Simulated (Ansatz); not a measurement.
## How methods differ on CH4FSi (SMILES [CH2][SiH2]F)

The species is CH4FSi (7 atoms), meant as a doublet with charge 0. SMILES: `[CH2][SiH2]F`. The shape was relaxed beforehand at B3LYP/def2-SVP. This is one conformer, not always the lowest.

Each level gives the adiabatic electron affinity (to the singlet anion, shapes relaxed at B3LYP/def2-SVP, no zero-point term) (eV). The values are calculated.

The electron affinity is E(neutral) − E(anion): positive where the electron is bound.

| level | kind | program | value (eV) | less CCSD(T)/def2-TZVP | CPU time (all runs) |
| --- | --- | --- | --- | --- | --- |
| UHF/def2-TZVP | Hartree–Fock | Ansatz | -0.16 | -1.42 | 2.4 s |
| U-r2SCAN/def2-TZVP | meta-GGA | Ansatz | 1.22 | -0.04 | 11 s |
| UB3LYP/def2-TZVP | global hybrid | Ansatz | 1.38 | +0.12 | 6.2 s |
| UPBE0-D4/def2-TZVP | global hybrid | Ansatz | 1.32 | +0.06 | 6.4 s |
| U-wB97M-V/def2-TZVP | range-separated hybrid | Ansatz | 1.41 | +0.15 | 23 s |
| UCAM-B3LYP/def2-TZVP | range-separated hybrid | Ansatz | 1.35 | +0.09 | 6.8 s |
| RPA@PBE/def2-TZVP | RPA | Ansatz | 1.49 | +0.23 | 9.3 s |
| UCCSD(T)/def2-TZVP | coupled cluster or CI | Ansatz | 1.26 | 0.00 | 68 s |

Differences are taken from UCCSD(T)/def2-TZVP for orientation; it has basis-set and higher-order errors of its own. The values span -0.16 to 1.49 eV. Times are those of the runs behind each value, whatever else they computed, on shared processors of several kinds: orders of magnitude only.

Every correlated level binds the extra electron, with affinities from 1.22 to 1.49 eV, whereas Hartree–Fock places the anion above the neutral radical. The main reason is the new electron pair: attachment fills the singly occupied, largely carbon-centred orbital, and the opposite-spin correlation gained there is absent from Hartree–Fock. The density functionals recover most of this differential correlation and stay close to coupled cluster, r2SCAN slightly below it and the hybrids above, while RPA overshoots most.

Chemically, the product is an α-silyl carbanion. Its binding is much stronger than that of the methyl anion, as expected from the polarisable silicon centre and from donation of the carbon lone pair into Si–F and Si–H antibonding orbitals, which fluorine's electronegativity probably strengthens. These energies alone cannot separate the two contributions. Because the shared basis lacks diffuse functions, which anions need more than neutrals, the close agreement among methods doesn't establish the absolute affinity, and the complete-basis value is probably higher.
